# Reading a false pressure from energy errors

A plane-wave calculation with too low a cutoff reports a pressure that the crystal doesn't have. For SnSe₂ this false pressure can be estimated by hand from the total energies at three cutoffs and one converged energy. Between 35 and 49 Ry the estimate agrees with the calculated false pressure to within three per cent, while that pressure itself shrinks more than twentyfold. At 56 Ry it still gives the right size but comes out about a fifth too weak.

Quantum ESPRESSO 7.5 calculations of SnSe₂ (P-3m1) in a fixed cell, with PBE, SPMS 1.0 norm-conserving pseudopotentials, no spin polarisation, an 8×8×5 k mesh and Fermi-Dirac smearing of 0.05 eV. The sweep value is the plane-wave cutoff for the wavefunctions in Ry. Energies are electronic free energies relative to the 105 Ry row.

| sweep density cutoff (eV) | sweep value | energy less tightest (meV/atom) | pressure (GPa) |
| --- | --- | --- | --- |
| 1524 | 28 | 62648.3 | -1191.5 |
| 1905 | 35 | 16870.6 | -523.2 |
| 2286 | 42 | 2956.7 | -141.3 |
| 2667 | 49 | 295.0 | -17.2 |
| 3048 | 56 | 12.1 | 4.1 |
| 3429 | 63 | 0.7 | 5.6 |
| 3810 | 70 | 0.5 | 5.6 |
| 4572 | 84 | 0.2 | 5.6 |
| 5714 | 105 | 0.0 | 5.7 |

## What changes and what doesn't

The crystal is the same in every row. Only the cutoff moves: the column "sweep value" gives it in Ry, and a higher value admits shorter waves into the description of the electrons. The density cutoff in the first column is always four times as large and moves with it. "Energy less tightest" is the energy per atom above that of the 105 Ry row. It serves here as the energy error and is called D.

The column "pressure" starts at −1191.5 GPa and settles at 5.65 GPa (before rounding to the printed 5.6 or 5.7). A negative sign means that the cell seems to pull inwards. Since the atoms never move, the change along the column must come from the description and not from the material. The false pressure of a row is therefore its pressure less 5.65 GPa. The 5.65 GPa that stays belongs to this particular cell at the PBE level.

## Why a poor basis pulls inwards

The program obtains the pressure by asking how the energy would respond if the cell were stretched slightly. In that imagined stretch the plane waves are stretched along with the cell, and their number stays the same. Longer waves have lower kinetic energy, so the highest kinetic energy in the set drops. The larger cell is described with a lower effective cutoff than the smaller one.

With a converged basis this is harmless, because the waves at the upper edge hardly matter. With a poor basis each small loss of cutoff raises the energy noticeably. Stretching then seems to cost energy that the real crystal would not have to pay, and the program reports this cost as an inward pull. The effect is known as Pulay stress.

It follows that the false pressure depends on how fast the energy error changes with the cutoff, and not on the size of the error as such. A large error that stayed the same at every cutoff would produce no false pressure at all.

## From the picture to a rule

Let V be the volume per atom and E_c the cutoff. The argument takes three steps.

1. If a cell is stretched with its waves, all wavelengths grow as V^(1/3). Kinetic energy goes as one over wavelength squared, so the effective cutoff falls as V^(−2/3). A volume increase of 3 % lowers it by about 2 %.
2. Pressure is minus the change of energy with volume. The part that comes from the falling cutoff is (2/3V) × dD/d ln E_c, which is negative because D falls as the cutoff rises.
3. Write the slope as −n × D. The steepness n is the local power of the fall: if n is 12, raising the cutoff by 1 % lowers the error by about 12 %.

The result is

**false pressure ≈ −(2/3V) × n × D**

One assumption is hidden in it: at a fixed cutoff, D must hardly depend on the volume. This is plausible because the shortest waves are needed close to the nuclei, where a slight stretch of the crystal changes the orbitals little.

For practical units, 1 eV/Å³ is 160.2 GPa. With V = 25.73 Å³ per atom the prefactor becomes 2 × 160.2/(3 × 25.73) = 4.15 GPa for each eV per atom. For another crystal, the same prefactor is about 107 divided by its volume per atom in Å³.

The steepness comes from the two neighbouring rows. Count how many times the error halves between them, and divide by the number of doublings of the cutoff over the same stretch. Any logarithm does this exactly, since its base cancels in the ratio.

## First estimate: 42 Ry

The neighbours are the rows at 35 and 49 Ry.

- **Fall of the error:** 16870.6/295.0 = 57, a little under six halvings (2⁶ = 64).
- **Rise of the cutoff:** 49/35 = 1.4, a little under half a doubling (√2 = 1.41).
- **Steepness:** n ≈ 6/0.5 = 12. Exact logarithms also give 12.0.
- **Error in the row itself:** D = 2956.7 meV, or 2.957 eV per atom.
- **False pressure:** −4.15 × 12.0 × 2.957 ≈ −147 GPa.

The calculated pressure is −141.3 GPa, which lies 147 GPa below the converged value. The estimate thus reproduces the false pressure to within a per cent. No pressure at 42 Ry went into it: the rule has no adjustable constant, and the calculated pressure serves only for the comparison.

The logarithm matters here. If a straight line is drawn through the same two neighbouring errors, plotted against the logarithm of the cutoff, its slope gives −204.5 GPa. The error falls by a factor of 57 across the interval, so the large error at 35 Ry dominates such a line and makes the fall at the centre look too fast. Counting halvings treats both sides evenly.

## Second estimate: 56 Ry

This row is the more instructive one, because its pressure no longer looks absurd. The neighbours are now 49 and 63 Ry.

- **Fall of the error:** 295.0/0.7 = 421, or about 8.7 halvings.
- **Rise of the cutoff:** 63/49 = 1.29, or about 0.36 of a doubling.
- **Steepness:** n ≈ 8.7/0.36 ≈ 24.
- **Error in the row itself:** D = 12.1 meV, or 0.0121 eV per atom.
- **False pressure:** −4.15 × 24 × 0.0121 ≈ −1.2 GPa.

The calculated pressure of 4.1 GPa lies about 1.5 GPa below the converged value, so the estimate is about a fifth too weak. It would still have given the useful warning that a plausible-looking pressure is wrong by more than 1 GPa.

Most of the shortfall comes from the flat tail of the error. Of the 0.7 meV per atom left at 63 Ry, 0.5 meV is still there at 70 Ry. This part hardly changes with the cutoff, so it causes hardly any false pressure, yet it makes the fall from 49 to 63 Ry look too gentle. Without it the three errors are 294.5, 11.6 and 0.2 meV. The steepness then rises to about 29 and the estimate to about −1.4 GPa, within about a tenth of the calculated value. The wide spacing of the rows may account for the rest.

## Why a small energy error can hide a large pressure error

The two estimates differ in D by a factor of more than two hundred, but n has doubled. The fall of the error is therefore no simple power law: it grows steeper as the cutoff rises, until the tail begins. Each meV of energy error carries more false pressure at 56 Ry than at 42 Ry.

The pressures show the same thing directly. At 42 Ry, 147 GPa over 2957 meV is 0.05 GPa per meV. At 56 Ry it is about 0.13 GPa per meV. For this crystal, an energy error of 10 meV per atom in the steep region thus means a false pressure of about 1 GPa.

This matters when a cutoff is chosen by energy alone. Much of D cancels when two similar structures are compared at the same cutoff, since both carry nearly the same error. The false pressure has no such partner to cancel against. If the cell is allowed to relax under it, the cell ends up too small.

The steep fall has a plausible origin in the inner shells. The potentials treat 14 electrons of Sn and 16 of Se explicitly, which includes the compact 4d shell of Sn and the 3d shell of Se. Compact orbitals need short waves, and once the cutoff reaches the shortest wave that matters, the error collapses. How much each element contributes can't be told from the total energies of the compound alone.

## Where the rule holds and where it stops

**In the middle of the range** the rule works well. At 35, 42 and 49 Ry, each with a neighbour on both sides, it misses the false pressure by less than three per cent. This also supports the assumption that D hardly depends on volume, because a strong dependence would have added a pressure of its own.

**At the lower end** there is a neighbour on one side only. For 28 Ry, the steepness has to be taken from the step to 35 Ry, where the fall is already faster. The estimate is then −1529 GPa against a calculated −1197 GPa, or 28 % too strong. A one-sided slope is good for the order of magnitude and the sign.

**At the upper end** the rule loses its footing. For 63 Ry it gives −0.04 GPa, whereas the unrounded pressures differ by only −0.003 GPa. One neighbour still lies on the steep fall and the other on the flat tail, so their average describes neither. The remaining D is also so small that it depends on which row is taken as converged. Here the rule can say that the false pressure is small, but not how small.

The need for a converged energy limits the rule in another way. D is a difference from the best available calculation, and if that calculation is itself poor, both D and n are wrong. A simple safeguard is to raise the highest cutoff once more: the reference is good enough if D hardly changes in the row of interest and in its two neighbours.

## Carrying it to a neighbouring case

For a similar crystal, the formula tells which way the false pressure will move. At equal D and n, a crystal with more volume per atom shows a smaller false pressure. More compact shells shift the steep fall to higher cutoffs, so that a cutoff which served a softer element can land in the middle of it. Three energies around the chosen cutoff and one well above it are enough to find out.
